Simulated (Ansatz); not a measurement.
**SiH4 (silane): methods side by side**

The species is SiH4 (5 atoms), meant as a singlet with charge 0. SMILES: `[SiH4]`. The shape is that of a PBE0-D4/def2-TZVP optimisation.

```xyz
5

Si    0.0000    0.0000   -0.0001
H     0.9676   -0.6884    0.8909
H    -1.3310    0.0449    0.6560
H    -0.1051   -0.7403   -1.2826
H     0.4685    1.3838   -0.2642
```

Quantity: the energy change with the Si1–H2 bond stretched from 1.485 to 2.969 Å, in eV. The values are calculated.

| level | kind | program | value (eV) | less FCI/3-21G |
| --- | --- | --- | --- | --- |
| PBE/3-21G (restricted) | GGA | Ansatz | 3.58 | +0.59 |
| r2SCAN/3-21G (restricted) | meta-GGA | Ansatz | 3.80 | +0.81 |
| B3LYP/3-21G (restricted) | global hybrid | Ansatz | 3.81 | +0.82 |
| wB97M-V/3-21G (restricted) | range-separated hybrid | Ansatz | 4.14 | +1.15 |
| B2PLYP/3-21G (restricted) | double hybrid | Ansatz | 3.84 | +0.85 |
| RPA@PBE/3-21G (restricted) | RPA | Ansatz | 3.20 | +0.21 |
| BCCD(T)/3-21G (restricted) | coupled cluster or CI | Ansatz | 3.00 | +0.01 |
| FCI/3-21G | exact in the basis | Ansatz | 2.99 | 0.00 |

FCI/3-21G is exact within its basis and frozen core, so for wave-function methods in that basis the difference is their error; functionals converge differently with the basis, so for them it is only a difference. The first shape isn't each level's own minimum. The values span 2.99 to 4.14 eV. All rows use very small basis sets, so none should be taken for the real molecule's value.

Every approximate level makes stretching the Si–H bond cost at least as much as FCI does, with BCCD(T) almost on top of it and wB97M-V furthest above. At twice its starting length the bond is partly broken: the σ and σ* orbitals draw closer in energy, and the singlet needs both configurations to keep one electron near each fragment. A restricted single determinant instead retains too much ionic character, which probably accounts for much of the functionals' excess. Exact exchange tends to sharpen this penalty, in line with PBE lying below the hybrids, but it cannot explain the whole order, since r2SCAN, which has none, nearly matches B3LYP.

RPA recovers much of the missing left-right correlation, lying only 0.21 eV above FCI. The close agreement of BCCD(T) suggests that pair excitations with perturbative triples still suffice when a single electron pair is being separated. It does not show that this holds at longer distances, where the shrinking orbital gap can make the triples correction unreliable.
